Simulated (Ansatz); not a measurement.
Ionic part of the dielectric constant of BN, mode by mode

Computed with Ansatz, DFT LDA, scalar-relativistic, plane waves, PAW. Plane waves to 420 eV; Γ-centred k mesh 12×12×12; fixed occupations. No spin polarisation. Phonons by linear response, acoustic sum rule imposed.

Symmetry: F-43m, No. 216, cubic system. Conventional cell: a = 3.581 Å, b = 3.581 Å, c = 3.581 Å, α = 90.00°, β = 90.00°, γ = 90.00°. B (site symmetry -43m) has 4 N at 1.55 Å as nearest neighbours. Around N (site symmetry -43m) lie 4 B at 1.55 Å.

The primitive cell has V = 11.48 Å³ and ε∞,zz = 4.566. Each polar mode adds Δε = (4.92064×10⁷/V)·S/ν² along z, with S its oscillator strength in e²/amu, ν in cm⁻¹ and V in Å³.

Question: From these modes, find each Δε and ε0,zz.
```csv
ν (cm⁻¹),S_zz (e²/amu)
1068.0,0.5781
```

Answer:
```tsv
ν (cm⁻¹)	Δε
1068.0	2.17
```

The sum is 2.173, so ε0,zz = 6.74; the run's tensor has 6.74.

Question: Where do the longitudinal modes lie for a wave vector along z?

Answer: At 1298 cm⁻¹. The Lyddane–Sachs–Teller product Π(ν_LO/ν_TO)² = 1.48 matches ε0/ε∞ = 1.48.

The lattice adds 2.17 to an electronic ε∞ of 4.566, so the static screening of cubic BN remains mainly electronic. The restraint comes from stiff, short sp³ bonds: the polar displacement carries a sizeable dynamical charge, but the restoring force is large. The light atoms account for much of the high phonon frequency, yet not for the small ionic term, because the reduced mass cancels between S and ν². What remains is the squared effective charge divided by force constant and cell volume.

The rise from 1068.0 to 1298 cm⁻¹ reflects the macroscopic field that accompanies the longitudinal motion, which the wide-gap electron system screens only moderately. B–N bonding is thus covalent in its stiffness but clearly polar in its response; in diamond, the homopolar counterpart, this first-order infrared activity and the splitting vanish by symmetry. With a single polar branch, the Lyddane–Sachs–Teller match confirms internal consistency rather than accuracy against experiment. Cubic symmetry makes the zz result valid for every field direction, though the piezoelectric strain contribution of a mechanically free crystal is not included.
